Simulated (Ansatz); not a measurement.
# Ni: energy change per atom and pressure against volume scale

Results calculated with Ansatz 0.2.0, not measured. Plane-wave DFT, scalar-relativistic PAW made under PBE with cores redone for the functional, no dispersion; the given relaxed cell is scaled uniformly, energy at zero smearing counts from the unscaled cell, pressure at the given Fermi-Dirac smearing is positive in compression.

The cell before it is scaled or strained (space group Fd-3m, No. 227):
```
Ni
1.0
      0.0000     2.5035     2.5035
      2.5035     0.0000     2.5035
      2.5035     2.5035     0.0000
Ni
2
Direct
  0.12500 0.12500 0.12500
  0.87500 0.87500 0.87500
```

Settings of every row: spin polarised yes; functional PBEsol; wave cutoff 420 eV; smearing width 0.05 eV; k mesh 12x12x12.

Atom:
| element | starting moment (Bohr magneton) |
| --- | --- |
| Ni | 0.83 |
| Ni | 0.83 |

Limits: search for a lower magnetic state is off; the cell comes from a prototype or a list of computed structures and needn't be the stable phase.

| row | volume scale | V (Å³/atom) | energy change per atom (meV) | pressure (GPa) | largest site moment (Bohr magneton) |
| --- | --- | --- | --- | --- | --- |
| 1 | 0.88 | 13.808 | 96.1 | 18.68 | 0.8 |
| 2 | 0.92 | 14.435 | 39 | 10.97 | 0.81 |
| 3 | 0.96 | 15.063 | 8.82 | 4.87 | 0.82 |
| 4 | 1.04 | 16.318 | ? | ? | ? |
| 5 | 1.08 | 16.946 | 29.66 | -6.86 | 0.84 |
| 6 | 1.12 | 17.574 | 61.83 | -9.26 | 0.85 |

Question: what energy change per atom and pressure should row 4 give?

Worked fit of energy change per atom. Take u = (V_r/V)^(2/3) − 1 with V_r = 15.063 Å³ an atom, which is twice the finite (Eulerian) strain; such expansions in the strain, on which the Birch-Murnaghan equation of state is built, carry the rest volume and the bulk modulus. The shown rows have u = 0.05971, 0.0288, 0, -0.07552, -0.09768. Least squares give energy change per atom = 8.883 + 695.62 × u + 12724.8 × u² meV; a straight line predicts inner rows, each left out in turn, worse (root mean square 33 against 0.85 meV). The rows lie off it by 0.31, -0.47, -0.06, 0.74, -0.52 (root mean square 0.48 meV). The withheld row has u = -0.05195, so the fit gives 8.883 + 695.62 × (-0.05195) + 12724.8 × (-0.05195)² = 7.09 meV.

The calculation gave 8.11 meV. The fit lies 1.02 meV (13 % of the value, 1.2 % of the column's range) below it; its largest miss of a shown row is 0.74 meV.

Worked fit of pressure. Take u = (V_r/V)^(2/3) − 1 with V_r = 15.063 Å³ an atom, which is twice the finite (Eulerian) strain; such expansions in the strain, on which the Birch-Murnaghan equation of state is built, carry the rest volume and the bulk modulus. The shown rows have u = 0.05971, 0.0288, 0, -0.07552, -0.09768. Least squares give pressure = 4.871 + 197.85 × u + 550 × u² GPa; a straight line predicts inner rows, each left out in turn, worse (root mean square 1.4 against 0.088 GPa). The rows lie off it by 0.03, -0.06, 0.00, 0.07, -0.05 (root mean square 0.049 GPa). The pressure vanishes at u = -0.0266, or V = 15.68 Å³ an atom, and there the bulk modulus at fixed shape and fractions is B = −V dP/dV = (2/3)(1 + u) dP/du = 109 GPa. The withheld row has u = -0.05195, so the fit gives 4.871 + 197.85 × (-0.05195) + 550 × (-0.05195)² = -3.92 GPa.

The calculation gave -3.82 GPa. The fit lies 0.10 GPa (2.6 % of the value, 0.36 % of the column's range) below it; its largest miss of a shown row is 0.07 GPa.

The other values of row 4: largest site moment 0.83 Bohr magneton.
